\section*{Seminar: the Kitaev energy for Na$_2$IrO$_3$-like couplings}

The Ir $j=1/2$ moments form a honeycomb lattice. With Pauli matrices,
\begin{equation}
H=-\sum_{\langle jk\rangle_a}J_a\sigma_j^a\sigma_k^a .
\end{equation}
Monoclinic symmetry gives $J_x=J_y\neq J_z$. Approximate ferromagnetic couplings in the form $K_aS^aS^a$ are $K_z=-30$ and $K_x=K_y=-24$ meV, so $J_a=-K_a/4$ gives $J_z=7.5$ and $J_x=6$ meV.

\subsection*{Estimate}
Let $h_j$ be the sum of the three bond terms at site $j$. They anticommute, so $h_j^2=S\equiv\sum_aJ_a^2$. Suppose every such star reaches $-\sqrt S$. Each bond belongs to two stars, and rounding every $J$ to 7 meV gives, per site,
\begin{equation}
e_{\rm est}=-\tfrac12\sqrt3\,(7\ {\rm meV})=-6.06\approx-6\ {\rm meV}.
\end{equation}

\subsection*{Calculation}
Following Kitaev (2006), set $\sigma_j^a=ib_j^ac_j$, with Majorana operators squaring to one and the constraint $D_j=b_j^xb_j^yb_j^zc_j=1$. For $j$ on sublattice A,
\begin{equation}
H=i\sum_{\langle jk\rangle_a}J_au_{jk}c_jc_k,\qquad u_{jk}=ib_j^ab_k^a .
\end{equation}
Each $b$ occurs on one bond only, so all $u_{jk}=\pm1$ are conserved.

\emph{Question: are the $u_{jk}$ observable?} No, $D_j$ flips the three at site $j$. The products $W_p=\prod u_{jk}$ around hexagons are conserved and gauge invariant. Lieb's flux theorem, using the mirror lines that cut $z$ bonds, puts the ground state at $W_p=+1$, represented by $u=1$.

Take a $z$ bond as unit cell, $N$ cells, and $c_{A,\mathbf r}=\sqrt{2/N}\sum_{\mathbf k}e^{i\mathbf k\cdot\mathbf r}\alpha_{\mathbf k}$, likewise $\beta$ on B. With $q_i=\mathbf k\cdot\mathbf n_i$, $\mathbf n_i$ leading to the cells of the $x$ and $y$ neighbours of A,
\begin{equation}
H=\sum_{\rm half\ zone}\left(2ig\,\alpha^\dagger\beta+{\rm h.c.}\right),\qquad g=J_xe^{iq_1}+J_ye^{iq_2}+J_z .
\end{equation}
Fermions cost $2|g|$. Filling the levels $-2|g|$ and dividing by $2N$ sites gives $e_0=-\tfrac12\langle|g|\rangle$, averaged over the zone.

\emph{Question: when is it gapless?} When three arrows of lengths $|J_a|$ can close, meaning each $|J_a|$ is at most the sum of the others. Strict inequalities give two Dirac points, which merge at equality. Ours lie at $q_1=-q_2$, $\cos q_1=-J_z/2J_x=-0.625$, $q_1=\pm128.7^\circ$. With $|\mathbf n_1-\mathbf n_2|$ approximately 5.4 \AA, $k=2|q_1|/5.4\ \mbox{\AA}=0.83$ \AA$^{-1}$ along $\mathbf n_1-\mathbf n_2$.

Put $q_{1,2}=\theta\pm\phi$, so $g=J_z+we^{i\theta}$ with $w=2J_x\cos\phi$. The $\theta$ average is a complete elliptic integral of parameter $m$:
\begin{equation}
\langle|g|\rangle=\frac{4}{\pi^2}\int_0^{\pi/2}d\phi\,(J_z+w)\,E(m),\qquad m=\frac{4J_zw}{(J_z+w)^2}.
\end{equation}
Equal couplings give $e_0=-0.787J$. Ours give $\langle|g|\rangle=10.30$ meV and $e_0=-5.15$ meV, or 60 K in magnitude.

\subsection*{Why they differ}
The estimate lies 0.91 meV too low. Rounding contributes 0.40 meV, since the actual $\sqrt S=11.32$ meV gives $-5.66$ meV. That value is a rigorous lower bound, because $H=\tfrac12\sum_jh_j$.

The other 0.51 meV arises because stars sharing a spin do not commute. Since $\langle h_j\rangle=2e_0=-\langle|g|\rangle$ and $\langle|g|^2\rangle=S$, the estimate is the rms of $|g|$ where the mean is required. The star energy fluctuates by $\sqrt{S-\langle|g|\rangle^2}=4.7$ meV, exactly the spread of $|g|$, which runs from zero to 19.5 meV.

\emph{Question: can we get that by hand?} Mostly. Write $|g|=\sqrt{S(1+x)}$ with $\langle x\rangle=0$. Counting phase-free terms gives $\langle|g|^4\rangle=2S^2-\sum_aJ_a^4$, so
\begin{equation}
\langle x^2\rangle=1-\sum_aJ_a^4/S^2=0.65 .
\end{equation}
The term $-x^2/8$ raises $e_0$ by $\sqrt S\langle x^2\rangle/16=0.46$ meV, leaving 0.05 meV. The full series diverges where $x>1$, so the integral is needed for the rest.

\emph{Question: does this describe the crystal?} Only its Kitaev part. A typical antiferromagnetic third-neighbour exchange $J_3\mathbf S\cdot\mathbf S$ of 5 meV yields classically $-\tfrac32J_3/4=-1.9$ meV per site in the zigzag state, where all such bonds are antiparallel. This exceeds the discrepancy analysed above and breaks flux conservation. The three figures belong to the model, while the material supports only a scale of about 5 meV.